## Question

A deformation potential is a constant that turns strain into a shift of the band gap. It implies a simple rule: each per cent of strain shifts the gap by a fixed amount. The table tests this rule on hexagonal silicon, calculated with the density functional r2SCAN.

Lonsdaleite silicon (2H, P6_3/mmc, 4 atoms per cell, a = 3.832 Å, c = 6.341 Å), calculated with Ansatz 0.2.0 using r2SCAN, plane-wave PAW, a 500 eV cutoff, a 12×12×4 k mesh and no spin polarisation. Atoms are relaxed at each strain, and changes are relative to the unstrained, relaxed cell. Gaps are the least values over the k mesh and additional named k points.

```tsv
strain kind	strain (%)	band gap (eV)	band gap change (eV)	least direct gap change (eV)	energy rise per atom (meV)
epitaxial xy	-4	0.362	-0.246	0.181	51.6
epitaxial xy	-3	0.538	-0.070	0.454	28.6
epitaxial xy	-2	0.609	0.001	0.365	12.5
epitaxial xy	-1	0.611	0.003	0.183	3.1
epitaxial xy	0.5	0.605	-0.003	-0.091	0.7
epitaxial xy	1	0.600	-0.008	-0.183	3.0
epitaxial xy	2	0.585	-0.023	-0.369	11.6
epitaxial xy	2.5	0.578	-0.030	-0.459	18.0
epitaxial xy	3	0.565	-0.043	-0.555	25.7
epitaxial xy	4	0.543	-0.065	-0.736	44.7
hydrostatic	-0.5	0.575	-0.033	0.042	1.4
hydrostatic	1.5	0.699	0.091	-0.127	11.7
hydrostatic	3	0.780	0.172	-0.253	44.8
uniaxial z	-4	0.369	-0.239	-0.332	24.2
uniaxial z	-3	0.433	-0.175	-0.243	13.4
uniaxial z	-2	0.494	-0.114	-0.159	5.9
uniaxial z	-1	0.552	-0.056	-0.078	1.4
uniaxial z	-0.5	0.580	-0.027	-0.038	0.4
uniaxial z	1	0.661	0.053	0.075	1.4
uniaxial z	2	0.712	0.104	0.147	5.5
uniaxial z	2.5	0.737	0.129	0.182	8.5
uniaxial z	3	0.762	0.154	0.216	12.2
uniaxial z	4	0.733	0.125	0.284	21.3
```

In the epitaxial rows the two in-plane sides are set and the c axis relaxes. In the uniaxial rows the c axis is set and the sides are held, and in the hydrostatic rows all edges change by the same percentage. Negative strain is compression. The band gap runs from the highest valence state to the lowest conduction state, wherever each lies in k space, while the least direct gap joins two states at the same k point.

Without strain the band gap is 0.608 eV and runs from Γ to the point M. In the epitaxial rows the c axis changes by +1.49, +0.33, −0.28 and −1.09 % at strains of −4, −1, +1 and +4 %.

(a) Use only the ±1 % rows to find how the gap responds to strain along c and to strain in the plane. Predict the gap change for uniaxial +4 %, epitaxial −4 % and epitaxial +4 %.

(b) All three predictions are too high. In two of these rows, as parts (c) and (d) state, the calculation reports a different electronic state as the band edge. Show how the table alone reveals this, and how the third failure differs.

(c) The calculation places the lowest conduction state at K for epitaxial −3 and −4 %. Explain why the edge moves, and estimate the strain at which it does so.

(d) For uniaxial +4 % the lowest conduction state lies at a point between those of the regular k mesh. The mesh alone would give a gap of 0.810 eV. What does this imply for the tabulated gaps?

## Model answer

**(a) The linear rule.** The sizes to remember are about 50 meV per per cent of strain along c and about 10 meV per per cent in the plane. The first follows from the uniaxial rows at ±1 %, where the gap changes by +0.053 and −0.056 eV:

C = (0.053 + 0.056)/2 ≈ 0.0545 eV per %.

The epitaxial rows mix both effects, because a layer stretched in the plane becomes thinner. Between −1 and +1 % the gap changes by −0.0055 eV per per cent of in-plane strain, while c shrinks by 0.305 %. Taking out the part due to c leaves the response to in-plane strain alone:

A = −0.0055 + 0.305 × 0.0545 ≈ 0.011 eV per %.

This explains why the epitaxial gap hardly moves near zero strain. Stretching the plane would raise the gap a little, but the thinning along c lowers it by somewhat more. The flat curve comes from two opposing effects, and does not mean that the band edges ignore strain.

The predictions for the three large strains, none of which was used to find A and C, are

- uniaxial +4 %: 4 × 0.0545 = +0.218 eV, against +0.125 eV in the table;
- epitaxial −4 %: −4 × 0.011 + 1.49 × 0.0545 = +0.037 eV, against −0.246 eV;
- epitaxial +4 %: 4 × 0.011 − 1.09 × 0.0545 = −0.015 eV, against −0.065 eV.

**(b) Bend or kink.** A single state that responds to strain in a slightly curved way gives a slope that drifts. A change of state gives a slope that jumps. The test is therefore the step from row to row, since the size of the miss alone cannot tell the two apart.

Epitaxial tension shows a drift. The gap falls by 15 meV from +1 to +2 % and by 22 meV from +3 to +4 %. The half steps on either side of +2.5 % are uneven, 7 and 13 meV, largely because the c axis is relaxed only to within a small residual stress. The linear rule is failing here, but gently: it lacks curvature, and the edge is still the same state.

Uniaxial tension shows a jump. Up to +3 % the gap rises by about 50 meV per per cent, and in the next step it falls by 29 meV. The least direct gap meanwhile keeps rising at its old rate of 68 meV per per cent. The direct gap thus still responds smoothly, and the break is confined to the indirect edge. Part (d) returns to how far the new edge can be trusted.

Epitaxial compression shows the strongest break. From −1 to −2 % the gap falls by a mere 2 meV, in the next step by 71 meV and in the last by 176 meV. The failures at uniaxial +4 % and epitaxial −4 % therefore bear the mark of a change of state, while the one at epitaxial +4 % does not.

**(c) Why the edge moves.** The conduction band has several valleys, and the gap is set by whichever is lowest. In a given cell the M and K valleys are measured from the same valence top, so their different slopes reflect a difference between the two conduction states themselves. A conduction state is a wave whose phase changes from atom to atom. At M and at K the phases differ, so the two states place their nodes across the bonds in different ways, and squeezing the plane, which also lengthens c, shifts them at different rates. This last step is a general argument, since no wave functions are at hand to test it.

The crossing strain follows from a distance in energy divided by a rate. Between −4 and −3 % the K gap grows from 0.362 to 0.538 eV, which is 0.176 eV per per cent. At −2 % the edge is still M, with a gap of 0.609 eV, and the M gap is nearly constant there. The K gap must therefore climb a further 0.071 eV from its value at −3 %:

0.071/0.176 ≈ 0.4 %, so the crossing lies near −2.6 %.

The line rests on only two K values, and the first decimal is uncertain. That M and K change order between −2 and −3 % is firmer, because both points lie on the k mesh and are compared in every row.

**(d) What the search can miss.** A least value taken over a finite set of points can never lie below the true minimum. If a valley bottom falls between the points, the reported gap is too large. For uniaxial +4 % a point outside the mesh gives 0.733 eV. If that reading is sound, the mesh alone overestimates the gap by at least 0.077 eV. Even the lower value is then an upper bound within the chosen functional, since nothing shows that the extra point is the exact bottom of its valley. The valley appears in one row only, and there is a reason for doubt. In the epitaxial −1 % row, the listed levels at mesh points around it lie about 0.2 to 0.5 eV above M, so the valley would have to come down a long way. A denser mesh around the point is needed to settle whether it is real.

The row before it is less doubtful. At +3 % the program also searched for the band edges, and it still reported M as the lowest conduction state. If the new valley is real, it probably drops below M only after +3 %, although its height there is not given and a search can miss a narrow valley. The fall from 0.762 to 0.733 eV therefore compares two different k points, one on the mesh and one off it, and its slope must not be used as a deformation potential.

## Remarks on the reasoning

**The direction of the kink is informative.** When the lowest of several smooth curves changes, the gap always ends up below the continuation of the old curve. A replaced band edge can thus make the gap smaller than the old trend suggests, never larger. Incomplete sampling errs the other way and makes the gap too large. A candidate who states both signs has understood the difference between the failure of the linear rule and the failure of the search.

**Curvature can be separated from the change of valley.** Add the squares of both strains to the linear rule, and fit the four constants by least squares to the 17 epitaxial and uniaxial rows whose edge is M. These rows are then reproduced to about 1 meV. For uniaxial +4 %, which was left out, the fit gives a change of 0.199 eV. The mesh value gives 0.810 − 0.608 = 0.202 eV, so the M valley has simply carried on, and the lower gap in the table comes from the extra point alone.

For epitaxial −4 % the same fit expects a change of only −0.02 eV, far from the −0.246 eV in the table. This is an extrapolation, since the fit contains no epitaxial compression beyond −2 %, but the gap between the two values is too wide to be blamed on curvature. The fit has its own weakness under hydrostatic strain, where it treats the two effects as simply additive. At +3 % it gives 0.159 eV instead of 0.172 eV.

**The energy is a useful control, but for a different question.** If the lattice itself had changed its structure, the energy rise divided by the squared strain should show a break. Under epitaxial compression it moves only from 3.1 to 3.2 meV per squared per cent between −2 and −4 %. The conduction valleys are empty, so their order does not enter the total energy. A smooth elastic curve therefore supports an unchanged crystal structure, yet gives no assurance that the band edge is still the same.

**The direct gap is not always a safe reference.** It served well under uniaxial tension. Under epitaxial compression it first grows by about 0.18 eV per per cent, but from −2 to −3 % it gains only 0.089 eV, and from −3 to −4 % it drops by 0.273 eV. Another pair of states has probably become the closest one. The k point of the direct gap is not given for these two rows, so this remains a likely reading and not a result.

**How far the linear rule carries.** For strains up to 2 % in either direction, the linear rule agrees with every row to about 15 meV. That is small beside the uniaxial changes at 2 %, but comparable with the epitaxial ones. Beyond that, curvature comes first and a change of valley may follow, so a constant measured at small strain should not be carried to 4 % without a check. In another material with several valleys, the same estimate applies: divide the energy distance to the next valley by the difference between the two slopes. The M–K crossing strain estimated here also inherits the errors of r2SCAN, which makes silicon gaps too small. If it misplaces M and K by different amounts, the crossing will shift.
